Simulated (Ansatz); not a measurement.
## Ag: energy along a strain

Ag, P6_3/mmc, a = 2.930 Å, c = 4.790 Å (as given, not relaxed at this level: -6.3 GPa). This isn't the element's structure at ambient conditions. Ansatz: PBEsol, PAW, 420 eV, Γ-centred 18×18×10 mesh on 2 atoms, Gaussian smearing 0.15 eV; no spin polarisation. Cell vectors (Å): 2.930 0.000 0.000; -1.465 2.537 0.000; 0.000 0.000 4.790. The cell is strained by x per cent times the pattern (0 0 0 1 0 0) in the order xx yy zz yz xz xy (engineering shears), with fractional coordinates held. y is the free energy over the start, V0 = 17.806 Å³/atom. Symmetry makes y even in x. Points with a strain past 8.5 % were computed too (2) and aren't used here.

| x (%) | y (meV/atom) |
| --- | --- |
| -5.00 | 2.00 |
| 0.00 | 0.00 |
| 1.25 | 0.11 |
| 2.50 | 0.45 |
| 3.75 | 1.07 |
| 6.25 | 3.32 |
| 7.50 | ? |

Task: Fit y = c2 x² + c4 x⁴ to the other rows, get the stiffness along the pattern, and predict the missing energy.

Result: Least squares on the rows shown. y = 0.07084 x² + 0.0003631 x⁴. The clamped-ion stiffness p·C·p = 2 × 0.7084 eV × 160.2 / 17.806 Å³ = 12.7 GPa, which is C44 in these axes (second derivative at the start, which stands under stress). At x = 7.50 the fit asked for gives 5.13 meV/atom. The run gave 5.07 meV/atom, so the fit is 0.06 meV/atom too high, a small miss on the scale of the series.

The energy rises with shear in every direction sampled, so this hcp cell resists the sliding of its close-packed layers, but only weakly. Silver's filled d shell and delocalised s electrons give bonding with little directional character, so such a shear costs little energy. Even so, 12.7 GPa is well below the resistance of the equivalent planes in ordinary fcc silver. The likely main cause is the stretched cell, in which the overlap between neighbouring atoms is reduced.

The positive quartic term means stiffening at larger strain, probably from the steep repulsion between atoms that the shear pushes together. The slight overestimate at 7.50 suggests that a negative higher-order term is starting to matter, so the polynomial is a local description and no guide to the barrier for layer slip. In hcp symmetry this shear doesn't couple linearly to the internal coordinates, so letting the atoms relax would leave the quadratic stiffness unchanged and could lower only the higher-order terms. Resistance to this one shear doesn't establish the mechanical stability of the phase.
